**Appendix: Two-time propagators in a Ramsey sequence**

**A.1 General properties**

Let $i\hbar\,\partial_tU(t,t_0)=H(t)U(t,t_0)$, $U(t_0,t_0)=1$, $H=H^\dagger$, in finite dimension.

- Unitarity: $\partial_t(U^\dagger U)=(i/\hbar)U^\dagger(H^\dagger-H)U=0$, so $U^\dagger U=1$.
- Composition: $U(t_2,t_0)=U(t_2,t_1)U(t_1,t_0)$, since both sides obey the same equation in $t_2$ and coincide at $t_2=t_1$.
- Inverse: $t_2=t_0$ gives $U(t_1,t_0)^{-1}=U(t_0,t_1)$.
- Initial time: differentiating $U(t,t_0)U(t_0,t)=1$ with respect to $t_0$ gives $i\hbar\,\partial_{t_0}U=-UH(t_0)$.
- Determinant: $\partial_t\det U=\det U\,\mathrm{Tr}(U^{-1}\partial_tU)$ gives $\det U=\exp[-(i/\hbar)\int_{t_0}^t\mathrm{Tr}H\,dt']$.

**A.2 Model**

Take $|e\rangle=|F{=}2,m_F{=}0\rangle$ and $|g\rangle=|F{=}1,m_F{=}0\rangle$ of $^{87}$Rb, with $\sigma_z|e\rangle=+|e\rangle$. A phase-continuous microwave, with its magnetic field along the bias field, is gated on during $[0,\tau]$ and $[\tau+T,2\tau+T]$. During a pulse, in the rotating-wave approximation,
$$H(t)=\tfrac{\hbar}{2}\left[\omega_0\sigma_z+\Omega(\sigma_x\cos\omega t+\sigma_y\sin\omega t)\right].$$
With $Z(\theta)=e^{-i\theta\sigma_z/2}$ and $\delta=\omega-\omega_0$, this is solved by
$$U(t,t_0)=Z(\omega t)\,e^{-i(\Omega\sigma_x-\delta\sigma_z)(t-t_0)/2}\,Z(-\omega t_0).\tag{A1}$$
Call the middle factor $P$ for $t-t_0=\tau$. With $W=\sqrt{\Omega^2+\delta^2}$, its elements are $P_{ee}=P_{gg}^*=a=\cos\frac{W\tau}{2}+i\frac{\delta}{W}\sin\frac{W\tau}{2}$ and $P_{eg}=P_{ge}=b=-i\frac{\Omega}{W}\sin\frac{W\tau}{2}$. Then
$$|\langle e|PZ(\phi)P|g\rangle|^2=4|ab|^2\cos^2(\Phi/2),\qquad\Phi=\phi-2\arg a.\tag{A2}$$
The inputs are the approximate value $\omega_0/2\pi=6\,834\,682\,611$ Hz, held fixed as written, $\tau=1$ ms, $T=100$ ms and $\Omega\tau=\pi/2$, so $\Omega/2\pi=250$ Hz. Counter-rotating corrections are of order $\Omega/\omega_0\approx4\times10^{-8}$ and negligible. For $|\delta|\ll\Omega$, $4|ab|^2\simeq1$ and $2\arg a\simeq2\delta/\Omega=4\delta\tau/\pi$.

**A.3 Attempt (wrong)**

The following argument is wrong at line (W).

The two pulses have equal length and power, so take
$$U(2\tau+T,\tau+T)=U(\tau,0)=Z(\omega\tau)P.\tag{W}$$
Free evolution is $Z(\omega_0T)$, so
$$U_{\rm w}=Z(\omega\tau)\,P\,Z(\omega_0T+\omega\tau)\,P,\qquad\phi_{\rm w}=\omega_0T+\omega\tau.$$
On resonance $P_e^{\rm w}=\cos^2[\omega_0(T+\tau)/2]$. The phase $\omega_0(T+\tau)$ amounts to $690\,302\,943.711$ cycles, which gives the wrong answer $P_e^{\rm w}=0.38$.

**A.4 Symptom**

$U_{\rm w}$ is unitary and has determinant 1, as $\mathrm{Tr}H=0$ requires, so those tests pass. Composition fails. At $T=0$ the drive is one resonant $\pi$ pulse, and (A1) gives $|\langle e|U(2\tau,0)|g\rangle|^2=1$. The attempt replaces $U(2\tau,0)$ by $U(\tau,0)^2$ and gives $\cos^2(\omega_0\tau/2)=0.12$, from $6\,834\,682.611$ cycles. Moreover $\partial\phi_{\rm w}/\partial\omega=\tau$ does not contain $T$, so a longer dark time would not narrow any fringe.

**A.5 Faulty line**

If $U(t_0+s,t_0)=U(s,0)$ for all $s$, the derivative at $s=0$ forces $H(t_0)=H(0)$. For the pulse Hamiltonian this requires $\omega t_0\in2\pi\mathbb{Z}$. In general (A1) gives
$$U(t_0+\tau,t_0)=Z(\omega t_0)\,U(\tau,0)\,Z(-\omega t_0).$$
Line (W) drops both outer factors. It describes an oscillator whose phase is reset to zero at the start of the second pulse.

**A.6 Mended calculation**

Composition with (A1) at $t_0=\tau+T$ gives
$$U=Z[\omega(2\tau+T)]\,P\,Z[-\omega(\tau+T)]\,Z(\omega_0T)\,Z(\omega\tau)\,P=Z[\omega(2\tau+T)]\,P\,Z(-\delta T)\,P.$$
The leftmost factor only multiplies the amplitude by a phase. Hence $\phi=-\delta T$ in (A2), and for $|\delta|\ll\Omega$
$$P_e\simeq\cos^2\!\left[\tfrac{\delta}{2}\left(T+\tfrac{4\tau}{\pi}\right)\right].$$
On resonance $P_e=1$ for every $T$, including $T=0$. The fringe period in $\delta/2\pi$ is $1/(101.27\ \text{ms})=9.87$ Hz.

**A.7 Size of the error**

For any detuning, $\Phi_{\rm w}-\Phi=\omega(T+\tau)$, the drive phase at the start of the second pulse. On resonance with the inputs above, $P_e^{\rm w}-P_e=-0.62$. This figure is specific to the digits chosen. Raising $\omega_0/2\pi$ and $\omega/2\pi$ together by 0.1 Hz raises $P_e^{\rm w}$ by 0.03, and changing $T$ by half a microwave period, 73 ps, exchanges $P_e^{\rm w}$ and $1-P_e^{\rm w}$. The resonant error can therefore lie anywhere between $0$ and $-1$.

The error in frequency sensitivity is insensitive to those digits. Near resonance, at fixed $\omega_0$, $\partial\Phi/\partial\omega=-(T+4\tau/\pi)=-101.27$ ms, whereas $\partial\Phi_{\rm w}/\partial\omega=\tau-4\tau/\pi=-0.273$ ms, smaller by a factor of 371.